# Margin notes on the power balance and the linear scaling of density with power

**Conventions.** $T_e$ and all energies per particle are in volts, so that $k_BT=eT_e$. The charge $e$ is positive, $m$ is the electron mass and $M$ the ion mass. $n_0$ is the plasma density at the centre of the chamber, $n_s$ the density at the sheath edge, $n_g$ the gas density and $\Phi$ the electrostatic potential, with values $\Phi_s$ at the sheath edge and $\Phi_w$ at the wall. $P_{abs}$ is the power deposited in the electrons, which is less than the generator reading by the losses in coil and matching network.

**Premises.**

- P1. Steady state, averaged over the rf cycle.
- P2. All power enters through the electrons. No rf voltage stands across the sheaths, and each wall element floats.
- P3. The electrons are Maxwellian with uniform $T_e$, so that $n\propto e^{\Phi/T_e}$ (Boltzmann relation).
- P4. There is one singly charged positive ion with $T_i\ll T_e$, made by single-step ionization of a gas of fixed density and composition.
- P5. Charges are lost only at the walls, which absorb them without secondary emission.
- P6. The sheath is thin: the Debye length $\lambda_D$ is much smaller than the ion mean free path $\lambda_i$ and the chamber.

## Note 1. Why the ions leave at exactly $u_B$

The usual argument gives only an inequality. Let ions enter the sheath at speed $u_s$ and let $\psi=\Phi_s-\Phi\ge0$. By P6 flux and energy are conserved in the sheath, so $n_i=n_s(1+2e\psi/Mu_s^2)^{-1/2}$, while $n_e=n_se^{-\psi/T_e}$. Poisson's equation near the edge becomes

$$\epsilon_0\psi''=e(n_i-n_e)\approx en_s\left(\frac1{T_e}-\frac{e}{Mu_s^2}\right)\psi .$$

A $\psi$ that grows monotonically needs a bracket that is not negative, hence $u_s\ge u_B=(eT_e/M)^{1/2}$, the Bohm speed. The other half comes from the plasma side. With ionization frequency $\nu_{iz}$ and ion momentum-loss frequency $\nu_m$, the planar ion equations are $(nu)'=\nu_{iz}n$ and $Muu'=-e\Phi'-M(\nu_{iz}+\nu_m)u$, where the $\nu_{iz}$ term accounts for ions born at rest. Insert $\Phi'=T_en'/n$ and $u'=\nu_{iz}-un'/n$:

$$\frac{n'}{n}=-\frac{(2\nu_{iz}+\nu_m)\,u}{u_B^2-u^2}.$$

The flow starts from $u=0$ at the centre, and the gradient diverges at $u=u_B$, so a quasineutral plasma cannot deliver more than $u_B$. The two bounds meet, and the ion flux to the wall is $\Gamma_i=n_su_B$.

## Note 2. The floating drop

An electron reaches the wall if its normal velocity at the sheath edge exceeds $v_0=(2eV_s/m)^{1/2}$, where $V_s=\Phi_s-\Phi_w$. Then

$$\Gamma_e=n_s\left(\frac{m}{2\pi eT_e}\right)^{1/2}\int_{v_0}^\infty v\,e^{-mv^2/2eT_e}dv=n_s\left(\frac{eT_e}{2\pi m}\right)^{1/2}e^{-V_s/T_e}.$$

Setting $\Gamma_e=\Gamma_i$ cancels $n_s$ and gives $e^{V_s/T_e}=(M/2\pi m)^{1/2}$:

$$V_s=\frac{T_e}{2}\ln\frac{M}{2\pi m}.$$

This drop is counted from the sheath edge, not from the centre. For O$_2^+$ ($M=32$ u) it is $4.57\,T_e$. The electrons absorbed by the wall are missing from the returning half of the distribution. They are a fraction $\frac12\mathrm{erfc}\sqrt{V_s/T_e}$ of $n_s$, about 0.1 % here, which is why the full Maxwellian normalization may be used.

## Note 3. Why $2T_e$ and not $\frac32T_e$

The wall samples the flux, which favours fast electrons. With $w=mv^2/2e$ for the normal motion, $v\,dv\propto dw$, so the flux is distributed as $e^{-w/T_e}dw$ for $w>V_s$. The energy left at the wall, $w-V_s$, is again exponentially distributed, with mean $T_e$ whatever the barrier. The two tangential components are untouched by the sheath and carry $T_e/2$ each. The sum is $2T_e$ per electron, measured at the wall.

## Note 4. The collisional loss $\mathcal E_c$

Electrons lose $e\,n\,n_gS$ per volume and time to the gas, and create pairs at the rate $G=n\,n_gK_{iz}$, where

$$S(T_e)=K_{iz}\mathcal E_{iz}+\sum_jK_j\mathcal E_j+K_{el}\frac{3m}{M_g}T_e,\qquad \mathcal E_c=\frac{S}{K_{iz}} .$$

The sum runs over excitation, dissociation and attachment with rate coefficients $K_j$ and energy losses $\mathcal E_j$, and the last term is elastic recoil on gas of mass $M_g$. $\mathcal E_c$ is a loss per pair created, not per collision. Both rates are proportional to $n\,n_g$, so under P3 and P4 $\mathcal E_c$ depends on $T_e$ alone. No term for warming the new electron belongs here: ionization lowers the total electron kinetic energy by $\mathcal E_{iz}$ only, and what the new electron later gains is counted when it leaves.

## Note 5. Who pays for the ion energy

The power goes into electrons, yet an ion energy appears in the balance. The link is the work of the static field. With electron energy flux $\mathbf Q_e$, particle flux $\mathbf\Gamma_e$ and deposited power density $p$, the force on an electron is $+e\nabla\Phi$, so

$$\nabla\cdot\mathbf Q_e=p+e\,\mathbf\Gamma_e\cdot\nabla\Phi-eG\mathcal E_c .$$

Continuity, $\nabla\cdot\mathbf\Gamma_e=G$, gives $\mathbf\Gamma_e\cdot\nabla\Phi=\nabla\cdot(\Phi\mathbf\Gamma_e)-\Phi G$. Integrate over the whole chamber up to the wall, with $\dot N=\int G\,dV=\oint\Gamma_e\,dA$ by P5 and $\oint Q_e\,dA=2eT_e\dot N$ by Note 3:

$$P_{abs}=e\dot N\left[\mathcal E_c+2T_e+\langle\Phi\rangle_G-\langle\Phi_w\rangle_\Gamma\right].$$

The averages are weighted by the birth rate and by the wall flux. Each electron climbs from its birthplace to the wall, and its partner ion falls through the same difference on average. Since $V_s$ is the same on every wall element, the difference splits into $V_s+\Delta$, with $\Delta=\langle\Phi\rangle_G-\langle\Phi_s\rangle_\Gamma$. If the ions lose nothing to the gas, $e\Delta$ is their flux-averaged kinetic energy at the edge. The convention is to replace it by the energy of the directed motion, $\frac12Mu_B^2=eT_e/2$, which gives the standard form

$$\mathcal E_T=\mathcal E_c+2T_e+V_s+\tfrac12T_e\equiv\mathcal E_c+\mathcal E_w .$$

$T_e/2$ is only a lower bound on $\Delta$. Ions born at rest at different potentials reach the edge with a spread of speeds, which carries energy beyond the directed part. The equations of Note 1 with $\nu_m=0$ integrate to $n=n_0/(1+y^2)$ with $y=u/u_B$. Weighting $\Phi-\Phi_s=T_e\ln[2/(1+y^2)]$ by $G\,dx=d(nu)$ over $0\le y\le1$ gives $\Delta/T_e=4\int_0^1y^2(1+y^2)^{-2}dy=\pi/2-1=0.57$. With ion–neutral collisions the field also pays for the drag. For a slab with $n=n_0\cos\theta$ cut off at $\cos\theta_s=h$, and $G\propto n$,

$$\frac{\Delta}{T_e}=\frac{\int_0^{\theta_s}\cos\theta\,\ln(\cos\theta/h)\,d\theta}{\sin\theta_s}=\frac{\operatorname{artanh}\sigma}{\sigma}-1,\qquad \sigma=\sqrt{1-h^2},$$

by one integration by parts and $\int\sin^2\theta/\cos\theta\,d\theta=\operatorname{artanh}\sin\theta-\sin\theta$. At $h=0.118$ this is 1.85 in place of 0.5.

## Note 6. The density and the current

The ion loss equals $\dot N$ as well. By Note 1,

$$\dot N=u_B\oint n_s\,dA\equiv n_0u_BA_{eff},\qquad n_0=\frac{P_{abs}}{e\,u_BA_{eff}\,\mathcal E_T},\qquad I_i=e\dot N=\frac{P_{abs}}{\mathcal E_T}.$$

$A_{eff}$ is the wall area weighted by $n_s/n_0$. For a cylinder of radius $R$ and length $L$ with a separable profile, let $h_l$, $h_R$ be the axial and radial edge-to-centre ratios and $\beta_l$, $\beta_R$ the mean-to-centre ratios along the axis and over the cross-section. Then

$$A_{eff}=2\pi R^2h_l\beta_R+2\pi RL\,h_R\beta_l,\qquad \int n\,dV=n_0\beta_l\beta_R\,\pi R^2L\equiv n_0V_{eff}.$$

The common expression sets $\beta_l=\beta_R=1$. This is a flat-profile approximation and loses its footing as the pressure rises. In the constant-mobility limit $\mathbf\Gamma=-\mu_in\nabla\Phi=-D_a\nabla n$ with $D_a=\mu_iT_e$, and the profile is $J_0(\chi r/R)\cos(\pi z/L)$, where $\chi=2.405$ is the first zero of $J_0$. Its averages are $\beta_l=2/\pi=0.637$ and $\beta_R=2J_1(\chi)/\chi=0.432$. Equating the gradient flux at the boundary to $hn_0u_B$ gives $h_l=\pi D_a/Lu_B$ and $h_R=\chi J_1(\chi)D_a/Ru_B$.

## Note 7. The formula alone does not prove linearity

$n_0\propto P_{abs}$ requires that $u_B$, $A_{eff}$ and $\mathcal E_T$ do not move with power. The reason they do not is the particle balance. Equating $\dot N=K_{iz}n_gn_0V_{eff}$ with the wall loss cancels $n_0$:

$$\nu_{iz}\equiv K_{iz}(T_e)\,n_g=u_B\left[\frac{2h_l}{\beta_lL}+\frac{2h_R}{\beta_RR}\right]\equiv\nu_w .$$

The cancellation is not an accident of the volume average. The ion continuity equation, the ion momentum equation, the Boltzmann relation and the edge condition $u=u_B$ are all unchanged by $n\to cn$, and by P6 the edge sits at the wall for any $c$. The shape of the profile, and with it $h$ and $\beta$, is therefore independent of the amplitude, and $T_e$ is the eigenvalue for which a steady profile exists. As a test, the constant-mobility values of Note 6 turn the right side into $D_a(\pi^2/L^2+\chi^2/R^2)$, the exact lowest eigenvalue of the diffusion equation, which the choice $\beta=1$ misses. Gas, pressure and geometry fix $T_e$. The power balance is the only inhomogeneous equation, and it fixes the amplitude. Hence $n_0$ and $I_i$ are proportional to $P_{abs}$.

## Note 8. How far the current is free of geometry

$I_i=P_{abs}/\mathcal E_T$ contains no area and no $h$, so at given $T_e$ it needs no transport model. It is not independent of geometry, because $T_e$ is not. Define $q=d\ln K_{iz}/d\ln T_e$, $r=\partial\ln\nu_w/\partial\ln T_e$ and $s=d\ln S/d\ln T_e$. If a change of chamber multiplies $\nu_w$ by $1+\epsilon$ at fixed $T_e$, the particle balance gives $\delta\ln T_e=\epsilon/(q-r)$. With $\mathcal E_c=S/K_{iz}$ and $\mathcal E_w\propto T_e$,

$$\frac{\delta\ln I_i}{\epsilon}=\frac{(q-s)\,\mathcal E_c-\mathcal E_w}{(q-r)\,\mathcal E_T}.$$

The current is insensitive to geometry only where the two terms of the numerator nearly cancel, near the minimum of $\mathcal E_T(T_e)$. Where $\mathcal E_c$ dominates, a leakier chamber runs hotter, ionizes more cheaply and delivers more current per watt.

## Note 9. Losses in the volume

Oxygen violates P5 through dissociative recombination of O$_2^+$ and through attachment to O$^-$ followed by ion–ion neutralization. Let a fraction $f$ of the ions end in the volume, $\nu_{iz}=\nu_w+\nu_v$ with $f=\nu_v/\nu_{iz}$. $\mathcal E_c$ is paid for every pair and $\mathcal E_w$ only for those that reach the wall:

$$I_i=\frac{P_{abs}}{\mathcal E_c/(1-f)+\mathcal E_w} .$$

Left out is the energy of the recombining electron. Differentiating $K\propto T_e^{-3/2}\int\sigma\varepsilon\, e^{-\varepsilon/T_e}d\varepsilon$ shows its mean to be $T_e(\frac32+d\ln K/d\ln T_e)$, which is $T_e$ for $K\propto T_e^{-1/2}$ and negligible beside $\mathcal E_c$ in the example below. Reading the formula at fixed $\mathcal E_c$ overstates the loss of current, since $T_e$ rises to replace the lost ions. Write $P_{abs}=eV_{eff}n_0W$ with $W=n_gS+\nu_w\mathcal E_w$, and let $w=d\ln W/d\ln T_e$, which for small $f$ is $[s\mathcal E_c+(r+1)\mathcal E_w]/\mathcal E_T$. To first order $\delta\ln T_e=f/(q-r)$, so that $\delta\ln n_0=-wf/(q-r)$ and, because $I_i\propto n_0\nu_w$, $\delta\ln I_i=-(w-r)f/(q-r)$.

For the slope take $\nu_v=\kappa n_0$ with $\kappa\propto T_e^{\,t}$. Differentiating the particle balance gives $[q-r(1-f)-tf]\,d\ln T_e=f\,d\ln n_0$, and the power balance gives $d\ln P_{abs}=d\ln n_0+w\,d\ln T_e$. Together,

$$\eta\equiv\frac{d\ln n_0}{d\ln P_{abs}}=\left[1+\frac{wf}{q-r(1-f)-tf}\right]^{-1}.$$

An attached electron that is detached again costs energy, which is in $S$, but removes no positive ion and does not enter $f$.

## Illustration: O$_2$ asher, 500 W absorbed, 50 mTorr

**Inputs.** Assumed are a cylinder with $R=15$ cm, $L=10$ cm and undissociated gas at 600 K, so $n_g=8.05\times10^{14}$ cm$^{-3}$. A typical O$_2^+$–O$_2$ cross-section of $7.5\times10^{-15}$ cm$^2$ gives $\lambda_i=1.66$ mm. A typical reduced mobility of 2.2 cm$^2$/V s, referred to 1 atm and 273.15 K, gives $\mu_i=7.3\times10^4$ cm$^2$/V s. The edge ratios are taken from approximate interpolation formulas that go over into the limits of Note 6 at high pressure:

$$h_l=0.86\left[3+\frac{L}{2\lambda_i}+\left(\frac{0.86Lu_B}{\pi D_a}\right)^2\right]^{-1/2},\quad h_R=0.80\left[4+\frac{R}{\lambda_i}+\left(\frac{0.80Ru_B}{\chi J_1(\chi)D_a}\right)^2\right]^{-1/2}.$$

The rate coefficients are approximate Maxwellian fits in cm$^3$/s, a reduced set.

| process | $K(T_e)$ | $\mathcal E_j$ (V) | $K$ at 2.13 V | share of $\mathcal E_c$ (V) |
|---|---|---|---|---|
| ionization | $2.34\times10^{-9}T_e^{1.03}e^{-12.29/T_e}$ | 12.1 | $1.6\times10^{-11}$ | 12 |
| O + O($^1$D) | $5.0\times10^{-8}e^{-8.4/T_e}$ | 8.4 | $9.7\times10^{-10}$ | 512 |
| O + O | $4.2\times10^{-9}e^{-5.6/T_e}$ | 6.0 | $3.0\times10^{-10}$ | 114 |
| O$_2(a\,^1\Delta_g)$ | $1.7\times10^{-9}e^{-3.1/T_e}$ | 0.98 | $4.0\times10^{-10}$ | 24 |
| O$^-$ + O | $8.8\times10^{-11}e^{-4.4/T_e}$ | 6.5 | $1.1\times10^{-11}$ | 5 |

Elastic recoil, with $K_{el}\approx4.7\times10^{-8}T_e^{1/2}$, would add 0.5 V and is dropped. Vibrational and other electronic channels are omitted and would raise $\mathcal E_c$.

**Solution.** With the diffusion-mode $\beta$ values the particle balance has its root at $T_e=2.13$ V, and this rounded value is used from here on. There $u_B=2.53\times10^5$ cm/s and $\nu_{iz}=1.28\times10^4$ s$^{-1}$. The terms under the roots are 3, 30, 20 for $h_l=0.118$ and 4, 91, 242 for $h_R=0.044$, so the discharge lies between the flatter intermediate regime and the diffusion limit, and $\beta=1$ and the mode values bracket it. The energies are $\mathcal E_c=667$ V, $V_s=9.7$ V, $\mathcal E_w=7.07\,T_e=15$ V and $\mathcal E_T=682$ V. Three digits are kept so that the sums can be followed, and the inputs support no more than two.

| $L$ (cm) | $\beta_l,\beta_R$ | $T_e$ (V) | $\mathcal E_T$ (V) | $I_i$ (A) | $A_{eff}$ (cm$^2$) | $n_0$ (cm$^{-3}$) | mean $n$ (cm$^{-3}$) |
|---|---|---|---|---|---|---|---|
| 10 | mode | 2.13 | 682 | 0.73 | 98 | $1.8\times10^{11}$ | $5.0\times10^{10}$ |
| 10 | 1 | 1.96 | 888 | 0.56 | 204 | $7.1\times10^{10}$ | $7.1\times10^{10}$ |
| 5 | mode | 2.50 | 435 | 1.15 | 125 | $2.1\times10^{11}$ | $5.7\times10^{10}$ |

The first two rows show that the profile assumption moves $n_0$ by a factor 2.6 and the current by only 1.3. The third row shows the geometry acting through $T_e$: halving the gap raises the current by a factor 1.6 at the same power. At 2.13 V the exponents are $q=6.80$, $r=0.73$, $s=3.67$, $w=3.62$, and Note 8 gives $\delta\ln I_i/\epsilon=0.50$, so the current follows about the square root of the wall-loss frequency. In the first row the ion current density at the centre of an end wall is $eh_ln_0u_B=0.88$ mA/cm$^2$. The wall terms are 2 % of $\mathcal E_T$: the power goes almost wholly into the neutral chemistry, with 80 dissociations per ion.

## Range of validity, with sizes for the first row

- **P6 and the presheath.** At the centre of an end wall $\lambda_D=(\epsilon_0T_e/en_s)^{1/2}=0.074$ mm, far below $\lambda_i$. The slab value $\Delta=1.85\,T_e$ adds 2.9 V, or 0.4 % of $\mathcal E_T$. Both are harmless here. The second would matter in a gas with small $\mathcal E_c$.

- **P4, composition.** The dissociation rate is $\dot N(K_{6.0}+K_{8.4})/K_{iz}=3.7\times10^{20}$ s$^{-1}$, equal to $8.2\times10^2$ sccm of O$_2$, and is itself proportional to $P_{abs}$. Take the atom lifetime as a diffusion time plus a wall time, $\tau=\Lambda^2/D_O+4V/(\gamma\bar v_OA)$, with $\Lambda^{-2}=\pi^2/L^2+\chi^2/R^2$, chamber volume $V$, wall area $A$ and mean atom speed $\bar v_O$ at 600 K. A typical $D_O\approx1.4\times10^4$ cm$^2$/s and an assumed wall recombination probability $\gamma=0.1$ give $\tau=1.9$ ms, against a residence time of 25 ms at an assumed 500 sccm. Then $n_O=2.0\times10^{14}$ cm$^{-3}$, a fraction $x=0.25$ before depletion of O$_2$ is allowed for, and more on a less reactive wall. With the approximate $K_{iz,O}=9.0\times10^{-9}T_e^{0.7}e^{-13.6/T_e}$, which is 1.6 times the O$_2$ value, and a typical $S_O\approx S/2$, the mixture at fixed pressure has $\delta\ln K_{iz}=0.15$ and $\delta\ln S=-0.12$. The first lowers $T_e$, and $\delta\ln n_0\approx-\delta\ln S+w\,\delta\ln K_{iz}/(q-r)\approx+0.2$. As $x\propto P_{abs}$ to first order, the same 0.2 adds to $\eta$. The faster loss of the lighter O$^+$ works against this and is not included.

- **P5, volume loss.** Typical coefficients in cm$^3$/s are $K_{dr}\approx2.2\times10^{-8}T_e^{-1/2}$ for dissociative recombination, $K_{mn}\approx5\times10^{-8}$ for O$^-$ + O$_2^+$ and $K_{det}\approx2\times10^{-10}$ for detachment by O. For the mode profile $\int n^2dV/\int n\,dV=\frac\pi4\cdot\frac12\chi J_1(\chi)\,n_0=0.49\,n_0\equiv\tilde n$. The O$^-$ balance gives $\alpha=n_-/n_e=K_{att}n_g/(K_{det}n_O+K_{mn}\tilde n)=0.20$, with 10 % of the O$^-$ neutralized and the rest detached. To first order in $\alpha$, $f=(K_{dr}+\alpha K_{mn})\tilde n/\nu_{iz}=0.11+0.07=0.18$, which lowers $n_0$ by 11 % and $I_i$ by 8 %. Since $\alpha$ falls roughly as $1/n_O\propto1/P_{abs}$, the product $\alpha\tilde n$ hardly changes with power, and only the part 0.11 bends the curve: $\eta=0.94$ with $t=-\frac12$. Attachment is as fast as 0.70 of ionization, so the result leans on detachment. At low power, where atoms are scarce and $\alpha$ approaches or exceeds 1, the electropositive $h$ factors and the identification of $n_0$ with $n_e$ fail. The cold O$^-$ is held in the core by the potential, so $u_B$ and $V_s$ stand at the present $\alpha$.

- **P4, gas heating.** At fixed pressure $n_g\propto1/T_g$. Both $\nu_{iz}$ and $\nu_w$ depend on $n_g$, and the response through $T_e$ is $d\ln I_i/d\ln n_g=-0.86$ at fixed cross-section and reduced mobility. A gas that warms with power makes the current superlinear.

- **P3, uniform $T_e$.** Linearize conduction against loss: $\frac52D_e\,\delta T_e''=n_gS\,s\,\delta T_e/T_e$ with $D_e=eT_e/(mn_gK_{el})$. The decay length is $[5D_eT_e/(2sn_gS)]^{1/2}=3.4$ cm, shorter than the chamber, so with localized heating this premise is poorly met. Each non-ionizing term of $S$ is a concave function of $K_{iz}$, so by Jensen's inequality a spread in $T_e$ lowers the mean $S$ at given mean $K_{iz}$ and thus lowers $\mathcal E_c$. The homogeneity argument of Note 7 survives if the shape of the deposition profile is fixed, since conduction and loss are both linear in $n$. It is lost to the extent that the skin depth shrinks with density.

- **P2.** A capacitive or biased sheath replaces $V_s$ by a voltage that grows with the drive. $\mathcal E_T$ then rises with power and $n_0$ grows more slowly than $P_{abs}$. The law also says nothing about generator power across a capacitive-to-inductive mode change, where the coupling efficiency jumps.

The model's result is thus $I_i\approx0.6$ to $0.7$ A and a mean density of $5$ to $7\times10^{10}$ cm$^{-3}$ at $T_e\approx2$ V, with recombination and dissociation pulling the exponent $\eta$ in opposite directions by $-0.06$ and about $+0.2$. As typical knowledge, inductive O$_2$ discharges at a few hundred watts and tens of mTorr have an effective $T_e$ near 3 V and densities of a few $10^{10}$ cm$^{-3}$ up to about $10^{11}$ cm$^{-3}$. The model's $T_e$ is low by roughly a third, in the direction expected if the real distribution has a depleted tail. Localized heating does not account for this: $K_{iz}$ is convex in $T_e$ near 2 V, so a spread in $T_e$ at the required mean $K_{iz}$ puts the mean $T_e$ below the uniform value. The model's central density of $1.8\times10^{11}$ cm$^{-3}$ in the mode case is high by a factor of two or more, in the direction expected from the loss channels left out of $S$.